Exciting an electron in a small saturated molecule usually takes several electronvolts, and carrying it across a short hydrogen bond moves it by 2 to 3 Å. The first figure is an energy, the second a length, and the two need not go together. Here an ammonium ion holds on to the oxygen of methoxysilane, CH₃OSiH₃, through one of its N–H bonds. Which of the five lowest singlet excitations of this pair is which, and does any of them send an electron from one partner to the other?

Five lowest singlet excitations of the gas-phase complex of ammonium with methoxysilane (total charge +1), computed with PySCF 2.14.0 using linear-response DFT in the Tamm–Dancoff approximation, M06-2X/def2-SVP, at the GFN2-xTB geometry. The analysis uses natural transition orbitals, which define the pair weights, and unrelaxed difference densities. Candidates: 3, 5, 4, 1, 2.

| row | excitation energy (eV) | oscillator strength | leading pair weight | hole electron distance (Å) | hole electron overlap |
| --- | --- | --- | --- | --- | --- |
| A | 8.460 | 0.018 | 0.976 | 0.338 | 0.561 |
| B | 8.868 | 0.003 | 0.784 | 2.261 | 0.348 |
| C | 9.227 | 0.051 | 0.823 | 0.841 | 0.554 |
| D | 9.380 | 0.010 | 0.685 | 0.942 | 0.563 |
| E | 7.630 | 0.004 | 0.985 | 0.669 | 0.482 |

The candidates are state numbers, which count upwards in energy. Sorting by excitation energy therefore settles the labels: E is state 1, followed by A, B, C and D. With the energies covered, the other columns could not supply this order. They answer the more interesting question of what each excitation does to the electron.

**Row A: a small displacement**

An excitation leaves a hole where the electron came from. The hole–electron distance separates the centres of these two distributions, and the overlap says how far they share the same space, from 0 for none to 1 for complete. In A the centres lie only 0.338 Å apart, much less than a chemical bond. The leading pair weight of 0.976 means that a single pair of hole and electron orbitals describes nearly the whole excitation. A is thus simple in its orbitals, and the centre of the charge hardly moves, though the cloud may still change its shape.

**Row B: across the hydrogen bond**

B breaks the pattern. Its distance is 2.261 Å, 2.4 times that of the next largest, and its overlap of 0.348 is the smallest of the five. Electron and hole have moved well apart, but a distance alone does not say where they went. Two simple paths have about the right length: from oxygen to the ammonium nitrogen, 2.60 Å, or between carbon and silicon inside methoxysilane, 2.75 Å.

Direction decides between them. The simplest model puts the hole on oxygen and the electron on nitrogen, so that the shift of the centre equals the vector from O to N. From the atomic positions this vector is (−2.45, 0.87, 0.08) Å, with a length of 2.60 Å. The same calculation gives the shift in B as (−2.12, 0.77, −0.11) Å. Its part along the O-to-N line is

(2.12 × 2.45 + 0.77 × 0.87 − 0.11 × 0.08) / 2.60 ≈ 2.25 Å,

or 87% of the O–N distance. This is a share of the path and not of the electron: a shift of centres does not say how much charge has crossed.

The shift lies within 5° of the O-to-N line and almost at right angles to the line through carbon and silicon. Nothing was fitted to reach this agreement; the model contains only the geometry. It overshoots the computed distance by 0.34 Å, probably because hole and electron are clouds spread over several atoms and not points on two nuclei. The electron cloud of B is in fact the widest of the five, so the match does not prove that the electron sits on the ammonium alone.

The numbers fix the line of travel, and chemistry supplies the sense. Methoxysilane is neutral and has lone pairs on its oxygen, whereas ammonium already carries a positive charge and holds its electrons tightly. Taking an electron from methoxysilane is therefore far easier than taking one from the cation. On this argument B has charge-transfer character, with the electron moving towards the ammonium side. To learn how much of it arrives there, one would have to count the hole and the electron on each partner.

**Rows C and D: the same lean, a shorter way**

The other excitations serve as a control. Their shifts also lean towards nitrogen, as the pull of a positive ion would suggest, but they cover only 12 to 32% of the O–N distance. A lean towards the cation is thus common to all five states and identifies none of them. What marks B is the right direction together with nearly the full length.

C stands out in another way: it is the brightest, with an oscillator strength roughly 17 times that of B. This strength, which measures how readily light drives the excitation, is proportional to the energy times the square of the transition dipole. The energies of C and B differ by only 4%, so practically the whole contrast comes from the dipole. A transition dipole builds up only where hole and electron orbitals are both present, and a long transfer leaves them less common ground.

D shows that common ground is not enough. Its overlap of 0.563 is the largest in the table, yet its oscillator strength is only a fifth of that of C. Contributions from different regions of space carry signs and can cancel in the dipole. Overlap makes a bright transition possible without guaranteeing one.

**Row E: dark, but with a short shift**

E is nearly as dark as B, with an oscillator strength of 0.004. Anyone hunting for charge transfer by weak absorption alone would pick both. Yet its distance is only 0.669 Å, and its shift points almost 50° away from the O-to-N line. E does not match the transfer model.

That does not make E a purely local excitation. The distance compares centres, and an electron cloud that spreads in opposite directions can leave its centre almost in place. The overlap of 0.482, second lowest after B, is a reason for caution. The orbitals add a clue. In both E and B the largest single contribution starts from the highest occupied orbital. In E it ends in the lowest empty orbital, as it does in A, C and D, but in B it ends in the next one up. B thus differs from the rest in where its electron goes. Its shift towards the ammonium is well supported, while the amount of transfer in the other four remains ambiguous, although their state numbers are certain.

The rows with their labels:

| row | excitation energy (eV) | oscillator strength | leading pair weight | hole electron distance (Å) | hole electron overlap |
| --- | --- | --- | --- | --- | --- |
| 1 | 7.630 | 0.004 | 0.985 | 0.669 | 0.482 |
| 2 | 8.460 | 0.018 | 0.976 | 0.338 | 0.561 |
| 3 | 8.868 | 0.003 | 0.784 | 2.261 | 0.348 |
| 4 | 9.227 | 0.051 | 0.823 | 0.841 | 0.554 |
| 5 | 9.380 | 0.010 | 0.685 | 0.942 | 0.563 |

**How firm is the order?**

The labels are exact for this calculation, but a better one might number the same excitations differently. States 4 and 5 lie only 0.15 eV apart, less than the usual error of such methods, so the bright state could well end up above its neighbour. The oscillator strengths are approximate too, as the Tamm–Dancoff approximation does not obey the sum rule for them.

State 3 has wider gaps around it but faces two errors of opposite sign. M06-2X lacks the full exchange at long range that a correct charge-transfer energy needs, and so it may place charge transfer too low. The basis has no diffuse functions, which tends to put spread-out excited states too high. This matters for state 3 in particular, because a neutral NH₄ group holds its extra electron in a wide, diffuse orbital. State 3 could therefore change its place in the order. A range-separated functional with a larger, diffuse basis would help to show which error wins.

Alkoxysilanes serve as precursors for silicon oxide films in electronic devices, and light can take part in such processes. For this one gas-phase complex, the computed absorption begins in the vacuum ultraviolet, near 160 nm. Among the five states, the one that absorbs most strongly is not the one with the long shift between the partners, so brightness alone would not have found that shift.

The same reading can be tried on other bound pairs, as long as shifts in opposite directions do not cancel: compare the hole–electron distance with the separation of the partners, then check that the shift points from one to the other. The printed output that follows makes this comparison for each of the five states.

Numerical output:

```
Shift of the electron against the O-to-N transfer model:
  row  'part of shift towards N (angstrom)'  'percent of O-N distance'  'angle to O-to-N (degrees)'  'transition dipole (a.u.)'
    1                                0.4431                      17.03                        48.53                      0.1407
    2                                0.3113                      11.97                        22.66                      0.2916
    3                                 2.253                      86.62                        4.629                       0.116
    4                                0.7188                      27.63                        31.25                      0.4764
    5                                0.8203                      31.54                        29.43                      0.2101
O to N distance, full transfer (angstrom): 2.601
C to Si distance, rival transfer (angstrom): 2.751
O to Si distance, rival transfer (angstrom): 1.684
State 3, angle between shift and C-Si line (degrees): 84.9
State 3, shortfall of distance from full O-to-N transfer (angstrom): 0.3401
Hole-electron distance, state 3 over state 5 (ratio): 2.4
Oscillator strength, state 4 over state 3 (ratio): 17
Squared transition dipole, state 4 over state 3 (ratio): 16.88
Excitation energy, state 4 over state 3 (ratio): 1.04
Energy gap from state 3 to state 4 (eV): 0.359
Energy gap from state 4 to state 5 (eV): 0.153
Wavelength of state 1 (nm): 162.5
```
